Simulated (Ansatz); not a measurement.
Theory: Ansatz, DFT PBE, scalar-relativistic, plane waves, PAW. Settings: cutoff 420 eV, Γ-centred meshes spaced at most about 0.3 Å⁻¹, and about 0.25 Å⁻¹ or finer for metals (2π included), Gaussian smearing. No spin polarisation in the final relaxations.

All energies are static (0 K, no zero-point motion).

Compare these two cells of SnTe₅, each relaxed at this level.

A.

```yaml
crystal:
  lattice:
    - [0.00000, 4.51214, 4.51214]
    - [4.51214, 0.00000, 4.51214]
    - [4.51214, 4.51214, 0.00000]
  atoms:
    - { symbol: Sn, position: [0.00000, 0.00000, 0.00000] }
    - { symbol: Te, position: [0.25000, 0.25000, 0.25000] }
    - { symbol: Te, position: [0.62418, 0.62418, 0.62418] }
    - { symbol: Te, position: [0.12746, 0.62418, 0.62418] }
    - { symbol: Te, position: [0.62418, 0.12746, 0.62418] }
    - { symbol: Te, position: [0.62418, 0.62418, 0.12746] }
```

B.

```yaml
crystal:
  lattice:
    - [7.05875, 0.00000, 0.00000]
    - [-3.52938, 6.11306, 0.00000]
    - [0.00000, 0.00000, 4.38185]
  atoms:
    - { symbol: Sn, position: [0.00000, 0.00000, 0.00000] }
    - { symbol: Te, position: [0.33399, 0.00000, 0.50000] }
    - { symbol: Te, position: [0.66601, 0.66601, 0.50000] }
    - { symbol: Te, position: [0.00000, 0.33399, 0.50000] }
    - { symbol: Te, position: [0.33333, 0.66667, 0.00000] }
    - { symbol: Te, position: [0.66667, 0.33333, 0.00000] }
```

**Question.** Which is lower in energy, and by how much?

**Answer.** B is lower, by 0.31 eV/atom. A has space group F-43m (No. 216), 30.6 Å³/atom and no gap on its mesh; B has space group P-62m (No. 189), 31.5 Å³/atom and no gap. Counting Te atoms around Sn (those within 1.25 times the shortest such distance or 1.15 times the sum of covalent radii; the shortest distance is added where it is long for a bond), A has Sn 16 from 3.7 Å and B has Sn 6. Even the lower one lies +0.11 eV/atom against the reference forms of the elements (uncorrected), so neither is stable at this level. In A, Sn is surrounded by 16 Te at 3.74–3.91 Å; Te on a site of symmetry -43m has 12 Te at 3.74 Å and 4 Sn at 3.91 Å; Te on a site of symmetry 3m has 6 Te at 3.17–3.21 Å, 3 Te at 3.74 Å and 3 Sn at 3.74 Å. In B, Sn has 6 Te at 3.22 Å; Te on a site of symmetry m2m has 4 Te at 3.21 Å and 2 Sn at 3.22 Å; Te on a site of symmetry -6 has 6 Te at 3.21 Å. Both come from invented guesses. A third cell relaxed alike, in R32, lies 25 meV/atom below the lower of the two.

These runs have no spin–orbit coupling, which can matter for Te. A magnetic state wasn't ruled out in cells without spin, among them F-43m. Cells relaxed within their symmetry can be saddle points.

B wins despite being the less dense cell, so packing efficiency doesn't decide the order. A resembles an ordered Laves phase, an arrangement suited to metals with weakly directional bonding. Its large cage leaves Sn with no Te closer than 3.74 Å, too far for strong Sn–Te bonding, whereas B brings six Te to 3.22 Å, close to the contacts in rocksalt SnTe. This recovered Sn–Te p bonding is probably the main source of the 0.31 eV/atom.

Neither cell suits tellurium itself. With four p electrons, Te prefers two short covalent bonds and lone pairs, as in its elemental chains; the shortest Te–Te contacts here are stretched and shared among many neighbours, consistent with the missing gaps and the positive energy against the elements. The R32 cell's gain of 25 meV/atom is too small to remove that deficit. Since SnTe is a stable compound, decomposition into SnTe and Te should be more favourable still than the elemental comparison indicates.
